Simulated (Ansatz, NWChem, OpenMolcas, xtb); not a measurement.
## Ligand exchange: GeH3Br + AlH3 → GeH4 + AlH2Br

Species: GeH3Br `[GeH3][Br]`, singlet; AlH3 `[AlH3]`, singlet; GeH4 (germane) `[GeH4]`, singlet; AlH2Br `[AlH2][Br]`, singlet. The partners trade Br for H: Ge–Br and Al–H bonds give way to Ge–H and Al–Br.

Shapes, held fixed at every level: PBE0-D4/def2-TZVP. Programs: Ansatz 0.2.0, NWChem 7.3.0, OpenMolcas 26.06, xtb 6.7.1. A level may come from different programs for different species; with the same settings they agree closely. The zero-point and thermal change to 298 K, harmonic and unscaled (PBE0-D4/def2-TZVP), is +2.9 kJ/mol.

Problem. Estimate ΔH(298 K) of this reaction.

Solution. The highest level, CCSD(T)/def2-TZVPP, gives ΔH(298 K) = -90.5 kJ/mol; the levels span -93.2 to -24.2. GFN1-xTB strays far from the other rows. The column of differences is taken from that level and isn't an error. No measured value is set beside it here. Relativity is left out for Br, Ge. Outer-core shells of Br, Ge are correlated in most correlated rows, in sets that cover them unevenly.

| level | kind | ΔH(298 K) (kJ/mol) | less CCSD(T)/def2-TZVPP |
| --- | --- | --- | --- |
| GFN1-xTB | semi-empirical | -24.2 | +66.3 |
| PBE-D4/def2-TZVPP | GGA | -88.0 | +2.5 |
| B3LYP/6-31G* (spherical functions) | global hybrid | -86.1 | +4.4 |
| PBE0-D4/def2-TZVPP | global hybrid | -88.8 | +1.7 |
| r2SCAN0-D4/def2-TZVPP | global hybrid | -93.2 | -2.7 |
| wB97X-V/def2-TZVPP | range-separated hybrid | -87.3 | +3.2 |
| CCSD/def2-TZVPP | coupled cluster or CI | -90.1 | +0.4 |
| CCSD(T)/def2-TZVPP | coupled cluster or CI | -90.5 | 0.0 |

Bromine transfer from germanium to aluminium is clearly exothermic, and every level agrees on the sign. The driving force is the exchange of partners: aluminium is more electropositive than germanium, so it gains more from a strongly polar bond to bromine, while hydrogen goes to germanium in a much less polar Ge–H bond. Donation from a bromine lone pair into the empty 3p orbital of three-coordinate aluminium probably adds some stabilisation, which saturated germanium can't match.

Because the reaction conserves the number of bonds and keeps all species closed-shell, much of the correlation error cancels. Perturbative triples shift the result by only 0.4 kJ/mol, and the density functionals stay within 4.4 kJ/mol of CCSD(T). GFN1-xTB recovers the direction but most of the driving force is missing, which suggests an imbalance in its element parameters for these bonds. The enthalpy applies to isolated monomers and can't be carried over to condensed alane reagents, where hydride or bromide bridges would alter the balance.
